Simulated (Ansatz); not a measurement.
## P: energy above lowest point as volume scale varies

Free energy against uniform scaling of the volume at fixed shape and fractions; periodic cell, basis, potentials, k mesh and filling as listed. The results are calculated, by Ansatz 0.2.0.

The cell before it is scaled or strained (space group Cmce, No. 64):
```
cell vectors (Å)
   1.6582    -5.2420     0.0000
   1.6582     5.2420     0.0000
   0.0000     0.0000     4.3793
atoms (fractions of the cell vectors)
P   0.89838  0.10162  0.08068
P   0.60162  0.39838  0.58068
P   0.10162  0.89838  0.91932
P   0.39838  0.60162  0.41932
```

Settings of every row: functional PBE; dispersion none; potentials PAW; wave cutoff 500 eV; density cutoff 2000 eV; k mesh 6x6x5; k shift 0x0x0; occupations gaussian; smearing width 0.05 eV; spin none.

Limits: a layered crystal: even scaling strains the bonds within the layers, so this curve is stiffer than the crystal under pressure; coarse k mesh, up to 40 meV an atom off.

| row | volume scale | V (Å³/atom) | energy above lowest point (meV/atom) |
| --- | --- | --- | --- |
| 1 | 0.88 | 16.749 | 122 |
| 2 | 0.92 | 17.51 | 59.4 |
| 3 | 0.96 | 18.272 | 21.1 |
| 4 | 1 | 19.033 | ? |
| 5 | 1.04 | 19.794 | 0 |
| 6 | 1.08 | 20.556 | 10.6 |
| 7 | 1.12 | 21.317 | 31.7 |

Question: what energy above lowest point should row 4 give?

Worked fit of energy above lowest point. Take u = (V_r/V)^(2/3) − 1 with V_r = 19.033 Å³ an atom, which is twice the finite (Eulerian) strain; such expansions in the strain, on which the Birch-Murnaghan equation of state is built, carry the rest volume and the bulk modulus. The shown rows have u = 0.08896, 0.05718, 0.02758, -0.0258, -0.05002, -0.07277. Least squares give energy above lowest point = 2.56 + 374.3 × u + 10756 × u² + 1454 × u³ meV/atom; a parabola predicts inner rows, each left out in turn, worse (root mean square 0.26 against 0.054 meV/atom). All shown rows lie on it to the printed digit. Its lowest point lies at u = -0.0175, or V = 19.54 Å³ an atom, and the curvature there gives the bulk modulus at fixed shape and fractions, B = (4/9)(1 + u)² E″(u)/V = 75.1 GPa. Letting shape and atoms relax would as a rule lower it, by much in layered, chain or molecular crystals. The withheld row has u = 0, so the fit gives 2.56 + 374.3 × (0) + 10756 × (0)² + 1454 × (0)³ = 2.6 meV/atom.

The calculation gave 2.5 meV/atom. The fit lies 0.1 meV/atom (0.082 % of the column's range) above it, one unit of the last digit.
